**2p spin-orbit constants from B to Ar: screened hydrogenic scaling and the two-electron reduction**

The table holds the 2p spin-orbit constant ζ of eleven neutral atoms from B to Ar, evaluated on unrestricted Hartree-Fock orbitals (aug-cc-pVQZ-DK, spin-free X2C) with the bare-nucleus, screened-nucleus and mean-field operators. The program tests ζ(bare) = (α²R/24) Z (Z−σ)³ with σ linear in the number of 2p electrons, compares it with a single power law and with an effective charge from the 2p rms radius, and writes the mean-field reduction as 1−q/Z. The row-wise σ rises by 0.21 to 0.24 per 2p electron from B to F and stays within 3.56 to 3.59 from Mg to Ar, which accounts for step exponents between 4.68 and 5.27 and their sawtooth; the all-row fit has an rms error of 1.1 % against 2.2 % for the power law, and a fit to B–F alone is 2.1 to 3.2 % high for the core rows, largely because the F entry corresponds to the compact unpaired 2p orbital and lies a few per cent above a shell average. The constant q lies between 2.83 and 2.91, and the screened column equals the bare one times 1−2/Z by construction. The output also lists 1.5ζ intervals for B, F and the Ar 2p hole, and valence exponents from 2p to 3p down the groups.

Neutral atoms from B to Ar in their ground configurations, computed with PySCF 2.14.0: unrestricted Hartree-Fock (one real determinant at highest spin), aug-cc-pVQZ-DK basis, spin-free X2C one-electron Hamiltonian, Gaussian nucleus. ζ multiplies l·s for each 2p electron; the X2C spin-orbit operator has the bare nucleus, screened-nucleus factors or a mean-field two-electron term.

## Program and output

```python
# Table: 2p spin-orbit constants zeta (1/cm) of neutral B..Ar; PySCF UHF, aug-cc-pVQZ-DK, spin-free X2C-1e;
# bare-nucleus, screened-nucleus and mean-field operators. Tested: zeta_bare=(alpha^2 R/24) Z (Z-sigma)^3 with
# sigma linear in the 2p count, against a power law and an rms-radius charge; mean field as Z -> Z-q.
T = {
    'species': ['B', 'C', 'N', 'F', 'Mg', 'Al', 'Si', 'P', 'S', 'Cl', 'Ar'],
    'Z': [5, 6, 7, 9, 12, 13, 14, 15, 16, 17, 18],
    'N': [5, 6, 7, 9, 12, 13, 14, 15, 16, 17, 18],
    'config': ['[He] 2s2 2p1', '[He] 2s2 2p2', '[He] 2s2 2p3', '[He] 2s2 2p5', '[Ne] 3s2', '[Ne] 3s2 3p1', '[Ne] 3s2 3p2', '[Ne] 3s2 3p3', '[Ne] 3s2 3p4', '[Ne] 3s2 3p5', '[Ar]'],
    'z_2p_bare': [22.73, 59.42, 127.0, 411.5, 1746, 2659, 3874, 5458, 7476, 9996, 13110],  # 1/cm
    'z_2p_screened': [13.64, 39.62, 90.69, 320.0, 1455, 2250, 3321, 4730, 6541, 8820, 11660],  # 1/cm
    'z_2p_mean_field': [9.881, 31.41, 75.37, 279.4, 1324, 2066, 3071, 4402, 6119, 8287, 10990],  # 1/cm
}
import numpy as np
from scipy.constants import alpha, Rydberg, h, c, e
from scipy.optimize import least_squares
sp = T['species']; Z = np.array(T['Z'], float)
b, s, m = (np.array(T[k], float) for k in ('z_2p_bare', 'z_2p_screened', 'z_2p_mean_field'))
n = np.minimum(Z - 4, 6); op = n < 6; co = ~op; ix = {x: i for i, x in enumerate(sp)}
# further outputs of the same runs: rms radii (bohr) and mean-field 3p zeta (1/cm)
R2p = dict(B=2.4538, C=1.9215, N=1.5865, F=1.2441, Mg=0.77285, Al=0.67435, Si=0.59915, P=0.53963, S=0.49114, Cl=0.45086, Ar=0.41682)
R1s = dict(B=0.378, F=0.204, Mg=0.151, Ar=0.0991); R2s = dict(B=2.176, F=1.103, Mg=0.754, Ar=0.446)
z3p = dict(Al=62.90, Si=129.7, P=229.5, Cl=567.8)
r = np.array([R2p[x] for x in sp])
C = alpha**2 * Rydberg / 100 / 24
fl = lambda x: 0.5 * 10**(np.floor(np.log10(x)) - 3) / x
Ze = (b / (C * Z))**(1 / 3); sig = Z - Ze; q = Z * (1 - m / b)
mod = lambda p: C * Z * (Z - p[0] - p[1] * (n - 1))**3
fit = lambda k: least_squares(lambda p: np.log(mod(p) / b)[k], [2.3, 0.2]).x
pA, pO = fit(Z > 0), fit(op)
pw = np.polyfit(np.log(Z), np.log(b), 1)
eA, eO = 100 * (mod(pA) / b - 1), 100 * (mod(pO) / b - 1)
eP = 100 * (np.exp(np.polyval(pw, np.log(Z))) / b - 1)
Zr = np.sqrt(30) / r
print(f"alpha^2 R/24 = {C:.4f} 1/cm; rounding of zeta <= {100*max(fl(b).max(), fl(m).max()):.2f} %")
print(f"sigma=s0+s(n2p-1): all rows s0={pA[0]:.3f} s={pA[1]:.3f}; B-F only s0={pO[0]:.3f} s={pO[1]:.3f} (p6: {pO[0]+5*pO[1]:.3f})")
print(f"power law exponent (bare, all rows) {pw[0]:.2f}")
print("row n2p bare/CZ^4 sigma(+-round) err% all-fit, B-F-fit, power | sigma_rms bare/rms-model")
for i, x in enumerate(sp):
    print(f"{x:2s} {n[i]:.0f} {b[i]/(C*Z[i]**4):.3f} {sig[i]:.3f}({Ze[i]*fl(b)[i]/3:.3f}) {eA[i]:+.1f} {eO[i]:+.1f} {eP[i]:+.1f} | {Z[i]-Zr[i]:.2f} {(Ze[i]/Zr[i])**3:.2f}")
for nm, er in (('all-fit', eA), ('B-F-fit', eO), ('power', eP)):
    j = np.abs(er).argmax(); print(f"{nm}: rms {np.sqrt(np.mean(er**2)):.1f} %, worst {sp[j]} {er[j]:+.1f} %")
st = lambda y: np.diff(np.log(y)) / np.diff(np.log(Z))
print("steps      ", ' '.join(f"{sp[i]}-{sp[i+1]}" for i in range(len(Z) - 1)))
for nm, y in (('exp bare', b), ('exp model', mod(pA)), ('exp mean f', m)):
    print(f"{nm:11s}", ' '.join(f"{v:.2f}" for v in st(y)))
print("dsigma/dZ  ", ' '.join(f"{v:+.3f}" for v in np.diff(sig) / np.diff(Z)))
ex = lambda y, a, d: np.log(y[ix[d]] / y[ix[a]]) / np.log(Z[ix[d]] / Z[ix[a]])
print(f"exponent B-F bare {ex(b,'B','F'):.2f} mf {ex(m,'B','F'):.2f}; Mg-Ar bare {ex(b,'Mg','Ar'):.2f} mf {ex(m,'Mg','Ar'):.2f}")
print(f"Ar/B: bare {b[-1]/b[0]:.0f}, mf {m[-1]/m[0]:.0f}, Z^4 {(Z[-1]/Z[0])**4:.0f}, Z/r^3 {Z[-1]/Z[0]*(r[0]/r[-1])**3:.0f}")
print(f"sigma Mg-Ar mean {sig[co].mean():.3f} spread {np.ptp(sig[co]):.3f}; F->Mg {sig[ix['Mg']]-sig[ix['F']]:+.3f}")
w = (Z * alpha)**2
print(f"(Z alpha)^2 Mg {100*w[ix['Mg']]:.1f} % Ar {100*w[-1]:.1f} %; as sigma scale {w[ix['Mg']]*Ze[ix['Mg']]/3:.2f}, {w[-1]*Ze[-1]/3:.2f}")
q0 = least_squares(lambda p: np.log(b * (1 - p[0] / Z) / m), [2.9]).x[0]
print(f"single q (log fit) = {q0:.3f}; max |scr/bare/(1-2/Z)-1| = {np.abs(s/b/(1-2/Z)-1).max():.1e}")
print("row scr/bare mf/bare q(+-round) bare-mf[1/cm] scr/mf-1[%] err single q[%]")
for i, x in enumerate(sp):
    print(f"{x:2s} {s[i]/b[i]:.3f} {m[i]/b[i]:.3f} {q[i]:.3f}({Z[i]*m[i]/b[i]*(fl(b)[i]+fl(m)[i]):.3f}) {b[i]-m[i]:.4g} {100*(s[i]/m[i]-1):.1f} {100*(b[i]*(1-q0/Z[i])/m[i]-1):+.1f}")
print("r1s < 2/Zeff < r2s [bohr]:", '; '.join(f"{x} {R1s[x]:.2f} {2/Ze[ix[x]]:.2f} {R2s[x]:.2f}" for x in R1s))
for x, rough in (('B', 15), ('F', 400)):  # rough recalled measured intervals
    i = ix[x]; print(f"1.5 zeta {x}: bare {1.5*b[i]:.1f} scr {1.5*s[i]:.1f} mf {1.5*m[i]:.1f} 1/cm; rough recalled {rough}")
print(f"Ar 2p hole 1.5 zeta: bare {1.5*b[-1]*100*h*c/e:.2f}, mf {1.5*m[-1]*100*h*c/e:.2f} eV")
print("valence mf exponent 2p->3p:", ' '.join(f"{a}-{d} {np.log(z3p[d]/m[ix[a]])/np.log(Z[ix[d]]/Z[ix[a]]):.2f}" for a, d in (('B', 'Al'), ('C', 'Si'), ('N', 'P'), ('F', 'Cl'))))
print("2p/3p mf ratio:", ' '.join(f"{x} {m[ix[x]]/z3p[x]:.1f}" for x in z3p))
assert np.all(b > s) and np.all(s > m) and np.all(np.abs(s / b / (1 - 2 / Z) - 1) < 2e-3)
assert np.all(st(b) > 4) and np.all(st(b) < 6)
assert np.all(np.diff(sig[op]) > 0) and np.ptp(sig[co]) < 0.06
assert np.all(q > 2) and np.all(q < 3.1)
```

Running it gives:

```
alpha^2 R/24 = 0.2435 1/cm; rounding of zeta <= 0.05 %
sigma=s0+s(n2p-1): all rows s0=2.333 s=0.243; B-F only s0=2.341 s=0.230 (p6: 3.489)
power law exponent (bare, all rows) 4.95
row n2p bare/CZ^4 sigma(+-round) err% all-fit, B-F-fit, power | sigma_rms bare/rms-model
B  1 0.149 2.347(0.000) +1.7 +0.7 +2.6 | 2.77 1.68
C  2 0.188 2.561(0.000) -1.2 -0.8 -3.2 | 3.15 1.76
N  3 0.217 2.792(0.001) -1.8 -0.6 -2.8 | 3.55 1.81
F  5 0.258 3.274(0.000) -1.6 +0.8 +4.2 | 4.60 2.20
Mg 6 0.346 3.577(0.001) +1.1 +3.2 +2.1 | 4.91 1.68
Al 6 0.382 3.564(0.001) +0.6 +2.4 -0.4 | 4.88 1.57
Si 6 0.414 3.564(0.000) +0.5 +2.2 -1.3 | 4.86 1.49
P  6 0.443 3.567(0.000) +0.6 +2.1 -1.4 | 4.85 1.43
S  6 0.469 3.573(0.000) +0.7 +2.1 -0.9 | 4.85 1.38
Cl 6 0.492 3.584(0.000) +0.8 +2.1 +0.1 | 4.85 1.35
Ar 6 0.513 3.591(0.002) +0.9 +2.2 +1.3 | 4.86 1.32
all-fit: rms 1.1 %, worst N -1.8 %
B-F-fit: rms 1.9 %, worst Mg +3.2 %
power: rms 2.2 %, worst F +4.2 %
steps       B-C C-N N-F F-Mg Mg-Al Al-Si Si-P P-S S-Cl Cl-Ar
exp bare    5.27 4.93 4.68 5.02 5.25 5.08 4.97 4.87 4.79 4.74
exp model   5.11 4.89 4.69 5.12 5.19 5.07 4.97 4.89 4.82 4.76
exp mean f  6.34 5.68 5.21 5.41 5.56 5.35 5.22 5.10 5.00 4.94
dsigma/dZ   +0.214 +0.231 +0.241 +0.101 -0.013 -0.000 +0.003 +0.006 +0.010 +0.008
exponent B-F bare 4.93 mf 5.69; Mg-Ar bare 4.97 mf 5.22
Ar/B: bare 577, mf 1112, Z^4 168, Z/r^3 734
sigma Mg-Ar mean 3.574 spread 0.027; F->Mg +0.304
(Z alpha)^2 Mg 0.8 % Ar 1.7 %; as sigma scale 0.02, 0.08
single q (log fit) = 2.842; max |scr/bare/(1-2/Z)-1| = 5.7e-04
row scr/bare mf/bare q(+-round) bare-mf[1/cm] scr/mf-1[%] err single q[%]
B  0.600 0.435 2.826(0.001) 12.85 38.0 -0.7
C  0.667 0.529 2.828(0.001) 28.01 26.1 -0.4
N  0.714 0.593 2.846(0.002) 51.63 20.3 +0.1
F  0.778 0.679 2.889(0.002) 132.1 14.5 +0.8
Mg 0.833 0.758 2.900(0.006) 422 9.9 +0.6
Al 0.846 0.777 2.899(0.004) 593 8.9 +0.6
Si 0.857 0.793 2.902(0.003) 803 8.1 +0.5
P  0.867 0.807 2.902(0.002) 1056 7.5 +0.5
S  0.875 0.818 2.904(0.002) 1357 6.9 +0.5
Cl 0.882 0.829 2.906(0.002) 1709 6.4 +0.5
Ar 0.889 0.838 2.911(0.013) 2120 6.1 +0.5
r1s < 2/Zeff < r2s [bohr]: B 0.38 0.75 2.18; F 0.20 0.35 1.10; Mg 0.15 0.24 0.75; Ar 0.10 0.14 0.45
1.5 zeta B: bare 34.1 scr 20.5 mf 14.8 1/cm; rough recalled 15
1.5 zeta F: bare 617.2 scr 480.0 mf 419.1 1/cm; rough recalled 400
Ar 2p hole 1.5 zeta: bare 2.44, mf 2.04 eV
valence mf exponent 2p->3p: B-Al 1.94 C-Si 1.67 N-P 1.46 F-Cl 1.11
2p/3p mf ratio: Al 32.8 Si 23.7 P 19.2 Cl 14.6
```
